Dear colleague,

My first fitting scheme for your strained (111) layers of Si and Cu was wrong. Here is the faulty attempt, then its repair.

**The counting rule.** Expand the energy per reference volume about the unstressed crystal in the Lagrangian strain, in Voigt notation ($\eta_1=\eta_{11}$, $\eta_4=2\eta_{23}$, and so on):
$$U=\tfrac12C_{IJ}\eta_I\eta_J+\tfrac16C_{IJK}\eta_I\eta_J\eta_K+\tfrac1{24}C_{IJKL}\eta_I\eta_J\eta_K\eta_L+\dots$$
The number of independent constants of order $n$ is the number of invariant polynomials of degree $n$, $N_n=|G|^{-1}\sum_g\chi_n(g)$, where $\chi_n$ is the character of the $n$-th symmetric power of the six-dimensional strain representation. Strain is even under inversion, so the proper rotations of the Laue group suffice. A rotation by $\varphi$ about $z$ has eigenvalues $e^{im\varphi}$, with $m=0$ for $A=\eta_{11}+\eta_{22}$ and $B=\eta_{33}$, $m=\pm1$ for $u=\eta_{13}+i\eta_{23}$ and $u^*$, and $m=\pm2$ for $v=\eta_{11}-\eta_{22}+2i\eta_{12}$ and $v^*$. Hence
$$\sum_n\chi_nt^n=\frac1{(1-t)^2(1-2t\cos\varphi+t^2)(1-2t\cos2\varphi+t^2)}.$$

| | $E$ | $C_2$ | $C_3$ | $C_4$ | $C_6$ |
|---|---|---|---|---|---|
| $\chi_2$ | 21 | 5 | 0 | 1 | 2 |
| $\chi_3$ | 56 | 8 | 2 | 0 | 2 |
| $\chi_4$ | 126 | 14 | 0 | 2 | 2 |

**The attempt (wrong).** Hexagonal crystals are transversely isotropic at second order. I assumed they stay so and wrote, for $6/mmm$,
$$N_n=\tfrac12\left[\frac1{2\pi}\int_0^{2\pi}\chi_n\,d\varphi+\chi_n(C_2)\right]\qquad\text{(wrong)}.$$
The integrals give 5, 10, 18 for $n=2,3,4$, so $N_n=5,9,16$.

I carried this over to your layers. Keep only the in-plane strains $A,v,v^*$ of the (111) plane and hold the other components at zero. A rotation by $180^\circ$ about [111] leaves these strains unchanged, so the threefold axis acts on them like a sixfold one. The continuous average then gives 2, 2, 3 in-plane constants. With $x'=[1\bar10]$ and $y'=[11\bar2]$ it demands $C'_{111}=C'_{222}$. The counts for $n=3,4$ and this equality are false.

**The symptom.** The cubic count involves no continuous average. The rotations of $m\bar3m$ are $E$, $9C_2$, $8C_3$, $6C_4$, so $N_3=(56+9\cdot8+8\cdot2+6\cdot0)/24=6$. Strain the crystal along a unit vector $\mathbf n$, $\eta_{ij}=\eta\,n_in_j$, so that $U=\tfrac12C_{\mathbf n}^{(2)}\eta^2+\tfrac16C_{\mathbf n}^{(3)}\eta^3+\dots$ With $a_i=n_i^2$ and $P=a_1a_2a_3$,
$$C^{(3)}_{\mathbf n}=C_{111}\sum_ia_i^3+(3C_{112}+12C_{155})\sum_{i\ne j}a_i^2a_j+(6C_{123}+36C_{144}+48C_{456})P.$$
For $\mathbf n$ in the (111) plane at angle $\theta$ from $x'$, $a_1a_2+a_2a_3+a_3a_1=\tfrac14$. Therefore $\sum a_i^3=\tfrac14+3P$ and $\sum a_i^2a_j=\tfrac14-3P$, with $P=\sin^2(3\theta)/54$. This gives
$$C^{(2)}_{\mathbf n}=\tfrac12(C_{11}+C_{12}+2C_{44}),\qquad C^{(3)}_{\mathbf n}=C'_{111}+\Delta\sin^23\theta,$$
$$C'_{111}=\tfrac14(C_{111}+3C_{112}+12C_{155}),$$
$$\Delta=C'_{222}-C'_{111}=\tfrac1{18}(C_{111}-3C_{112}+2C_{123}+12C_{144}-12C_{155}+16C_{456}).$$
My attempt requires $\Delta=0$. That is a linear relation among six constants just counted as independent, and it would leave five.

**The faulty line** is the replacement of $\tfrac16\sum_{k=0}^5\chi_n(k\pi/3)$ by the integral. The sum keeps every term $e^{im\varphi}$ with $m$ a multiple of 6; the integral keeps only $m=0$. Degree $n$ reaches $|m|=2n$. For $n=2$ that is 4, and the replacement is exact. For $n=3$ the monomial $v^3$ has $m=6$. For $n=4$ there are three such monomials: $Av^3$, $Bv^3$, $u^2v^2$.

**The mended calculation.** The rotations of $6/mmm$ are $E$, $7C_2$, $2C_3$, $2C_6$, so $N_3=(56+56+4+4)/12=10$ and $N_4=(126+98+0+4)/12=19$. The extra invariants are the real parts of the monomials above. The other rows use $E,3C_2$ for $mmm$; $E,3C_2,2C_3$ for $\bar3m$; $E,3C_2,8C_3$ for $m\bar3$; and the weight $(1-\cos\varphi)\,d\varphi/\pi$ on $[0,\pi]$ for isotropy.

| class | $N_2$ | $N_3$ | $N_4$ |
|---|---|---|---|
| $\bar1$ | 21 | 56 | 126 |
| $mmm$ | 9 | 20 | 42 |
| $\bar3m$ | 6 | 14 | 28 |
| $6/mmm$ | 5 | 10 | 19 |
| $m\bar3$ | 3 | 8 | 14 |
| $m\bar3m$ | 3 | 6 | 11 |
| isotropic | 2 | 3 | 4 |

I missed one hexagonal constant in 10 at third order and three in 19 at fourth. For the (111) plane the discrete average gives 2, 3, 4. The new cubic invariant is $\mathrm{Re}\,v^3$, which equals $\eta^3\cos6\theta$ for uniaxial strain and is the source of $\sin^23\theta=\tfrac12(1-\cos6\theta)$.

**Size of the error.** Measured $(C_{11},C_{12},C_{44})$, as compiled: Si (165.64, 63.94, 79.51) GPa (Oses 2018, temperature not stated) and Cu (168.3, 121.2, 75.7) GPa (Blaschke, room temperature). For $(C_{111},C_{112},C_{123},C_{144},C_{155},C_{456})$ I assume typical values near 300 K: Si $(-825,-451,-64,12,-310,-64)$ GPa and Cu $(-1271,-814,-50,-3,-780,-95)$ GPa. With 1 eV/Å$^3$ = 160.2 GPa, in eV/Å$^3$:

| | $C^{(2)}_{\mathbf n}$ | $C'_{111}$ | $C'_{222}$ | $\Delta$ | $\Delta/\lvert C'_{222}\rvert$ |
|---|---|---|---|---|---|
| Si | 1.213 | −9.2 | −8.1 | 1.1 | 14 % |
| Cu | 1.376 | −20.4 | −17.3 | 3.1 | 18 % |

The third-order entries are the model's numbers, resting on assumed inputs, and $\Delta$ is a difference of large terms. A 5 % change in $C_{155}$ alone moves it by 6 % for Si and 5 % for Cu.

At $\eta=10^{-3}$ the tangent stiffness $d^2U/d\eta^2$ differs between $x'$ and $y'$ by $\Delta\eta=1.1\times10^{-3}$ eV/Å$^3$ (Si) and $3.1\times10^{-3}$ eV/Å$^3$ (Cu), that is 0.09 % and 0.22 % of $C^{(2)}_{\mathbf n}$. The omitted fourth-order term is $\tfrac12C^{(4)}_{\mathbf n}\eta^2$. With assumed sizes $C^{(4)}_{\mathbf n}\approx60$ and $300$ eV/Å$^3$ it is $3\times10^{-5}$ and $1.5\times10^{-4}$ eV/Å$^3$, about 3 % and 5 % of $\Delta\eta$. It is even in $\eta$, so reversing the strain separates it.

These coefficients hold for all other strain components clamped. A layer with a free surface relaxes out of plane, which changes the values but not the symmetry, so the count 2, 3, 4 stands. Fit three in-plane third-order constants and measure along both directions: in this model a value found along $[1\bar10]$ and reused along $[11\bar2]$ is too large in magnitude by 14 % for Si and 18 % for Cu.